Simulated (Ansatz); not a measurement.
Ligand exchange: GeH3(CH3) + C2H2FI → GeH3I + C3H5F

Gas-phase species: GeH3(CH3) (methyl germane), singlet; C2H2FI `F/C=C/I`, singlet; GeH3I `[GeH3][I]`, singlet; C3H5F `C/C=C/F`, singlet. The partners trade CH3 for I: Ge–CH3 and C–I bonds give way to Ge–I and C–CH3.

Shapes, held fixed at every level: PBE0-D4/def2-TZVP. Programs: Ansatz 0.2.0. The zero-point and thermal change to 298 K, harmonic and unscaled (PBE0-D4/def2-TZVP), is +5.4 kJ/mol.

Q: Estimate ΔH(298 K) of this reaction.

A: The highest level, CCSD(T)/def2-TZVPP, gives ΔH(298 K) = -102.4 kJ/mol; the levels span -123.3 to -102.4. The column of differences is taken from that level and isn't an error. No measured value is set beside it here. For atoms past krypton def2 sets carry core potentials with scalar relativity. Relativity is left out for Ge. Outer-core shells of Ge, I are correlated, in sets that cover them unevenly.

```csv
level,kind,ΔH(298 K) (kJ/mol),less CCSD(T)/def2-TZVPP
PBE-D4/def2-TZVPP,GGA,-106.4,-4.0
r2SCAN-D4/def2-TZVPP,meta-GGA,-111.5,-9.1
B3LYP-D4/def2-TZVPP,global hybrid,-111.2,-8.8
BHLYP-D4/def2-TZVPP,global hybrid,-121.5,-19.1
MP2/def2-SVP,perturbation theory,-123.3,-20.9
MP2/def2-TZVPP,perturbation theory,-103.0,-0.6
CCSD(T)/def2-TZVPP,coupled cluster or CI,-102.4,0.0
```

The exchange is strongly exothermic at every level, so its direction doesn't depend on the choice of method. The driving force lies mainly on the carbon side: a weak C–I bond, limited by poor overlap between carbon and the diffuse iodine 5p orbital, gives way to a strong C–C bond. Trading Ge–CH3 for Ge–I costs much less, since the polarity of the bond to electropositive germanium partly makes up for iodine's weak covalent overlap. The small positive thermal term probably reflects the stiffer vibrations of a methyl group bound to carbon rather than to germanium.

Among PBE, B3LYP and BHLYP, the reaction becomes more exothermic as the share of exact exchange grows, but r2SCAN, which has none, falls beside B3LYP, so that share alone doesn't order the functionals. MP2 nearly matches CCSD(T) in the same basis, yet shifts far more between the double- and triple-zeta sets. That agreement therefore suggests a small net effect of higher-order correlation, not convergence with basis size.
